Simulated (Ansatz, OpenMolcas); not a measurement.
# AlCl3 (SMILES Cl[Al](Cl)Cl): the vertical energy of the triplet above the singlet, rung by rung

AlCl3 has 4 atoms, charge 0, and is taken as a singlet. SMILES: `Cl[Al](Cl)Cl`. The shape is that of a PBE0-D4/def2-TZVP optimisation.

Each level gives the vertical energy of the triplet above the singlet (eV). The values are calculated.

```json
{"level": "revPBE/6-311+G**", "kind": "GGA", "program": "OpenMolcas", "value (eV)": "5.60", "CPU time (all runs)": "1.9 min"}
{"level": "r2SCAN/6-311+G**", "kind": "meta-GGA", "program": "Ansatz", "value (eV)": "6.00", "CPU time (all runs)": "2.9 min"}
{"level": "B3LYP/6-311+G**", "kind": "global hybrid", "program": "Ansatz", "value (eV)": "6.07", "CPU time (all runs)": "79 s"}
{"level": "wB97M-V/6-311+G**", "kind": "range-separated hybrid", "program": "Ansatz", "value (eV)": "6.86", "CPU time (all runs)": "8.6 min"}
{"level": "B2PLYP/6-311+G**", "kind": "double hybrid", "program": "Ansatz", "value (eV)": "6.48", "CPU time (all runs)": "2.3 min"}
{"level": "RPA@PBE0/6-311+G**", "kind": "RPA", "program": "Ansatz", "value (eV)": "6.17", "CPU time (all runs)": "1.8 min"}
{"level": "MP2/6-311+G**", "kind": "perturbation theory", "program": "Ansatz", "value (eV)": "7.40", "CPU time (all runs)": "96 s"}
{"level": "BCCD(T)/6-311+G**", "kind": "coupled cluster or CI", "program": "Ansatz", "value (eV)": "6.78", "CPU time (all runs)": "14 min"}
```

The values span 5.60 to 7.40 eV. Times are those of the runs behind each value, whatever else they computed, on shared processors of several kinds: orders of magnitude only.

Every level places the singlet well below the triplet at this geometry, as expected for a closed-shell aluminium(III) halide with strongly polar Al–Cl bonds. The highest occupied orbitals are essentially chlorine 3p lone pairs, while the low-lying empty ones have substantial aluminium 3s/3p character and are Al–Cl antibonding or non-bonding. The triplet therefore probably involves ligand-to-metal charge transfer, which is costly because it moves an electron off electronegative chlorine.

The size of the gap is less settled than its sign. Against the coupled-cluster value of 6.78 eV, wB97M-V is closest at 6.86 eV and MP2 is clearly too high at 7.40 eV, while all the other levels fall below it. The order does not simply follow the rungs, since RPA lies below the double hybrid; the spread may reflect how differently the methods treat exchange and correlation as charge shifts from chlorine to aluminium. A relaxed triplet would lie lower, probably with stretched Al–Cl bonds, so these values are not adiabatic gaps.
